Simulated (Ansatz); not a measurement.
Ligand exchange: MgH(NH2) + GaH(NH2)2 → Mg(NH2)2 + GaH2(NH2)

Species: MgH(NH2), singlet; GaH(NH2)2, singlet; Mg(NH2)2, singlet; GaH2(NH2), singlet. The partners trade H for NH2: Mg–H and Ga–NH2 bonds give way to Mg–NH2 and Ga–H.

Shapes, held fixed at every level: PBE0-D4/def2-TZVP. Programs: Ansatz 0.2.0. The zero-point and thermal change to 298 K, harmonic and unscaled (PBE0-D4/def2-TZVP), is +2.4 kJ/mol.

```
              level                    kind  ΔH(298 K) (kJ/mol)  less CCSD(T)/def2-TZVPP
   SPW92/def2-TZVPP                     LDA               -12.0                     +3.0
B3LYP-D4/def2-TZVPP           global hybrid               -16.9                     -1.9
BHLYP-D4/def2-TZVPP           global hybrid               -13.1                     +1.9
 wB97M-V/def2-TZVPP  range-separated hybrid               -15.9                     -0.9
 wB97X-V/def2-TZVPP  range-separated hybrid               -13.3                     +1.7
  B2PLYP/def2-TZVPP           double hybrid               -19.0                     -4.0
    CCSD/def2-TZVPP   coupled cluster or CI               -14.9                     +0.1
 CCSD(T)/def2-TZVPP   coupled cluster or CI               -15.0                      0.0
```

The highest level, CCSD(T)/def2-TZVPP, gives ΔH(298 K) = -15.0 kJ/mol; the levels span -19.0 to -12.0. The column of differences is taken from that level and isn't an error. No measured value is set beside it here. Relativity is left out for Ga. Outer-core shells of Ga, Mg are correlated in most correlated rows, in sets that cover them unevenly.

Every level makes the exchange exothermic: amide prefers magnesium and hydride prefers gallium. The preference is modest, -15.0 kJ/mol with CCSD(T), because one metal–nitrogen and one metal–hydrogen bond are present on each side and much of their strength cancels.

The direction fits the greater electropositivity of magnesium, which gains more from a strongly polar bond to the hard, electronegative nitrogen, whereas gallium forms a comparatively covalent bond to hydrogen. Competition between the two amides of GaH(NH2)2 for the single empty p orbital on gallium probably helps, since losing one should leave the other a better π donor.

The near-identity of CCSD and CCSD(T) shows that the triples contribution almost cancels between the two sides, as expected when bond types are conserved. The density functionals scatter to both sides of CCSD(T), with B2PLYP the most exothermic and the LDA the least, but none reverses the preference. The result applies to isolated monomers and need not carry over to the solids, where bridging hydride and amide ligands alter the balance.
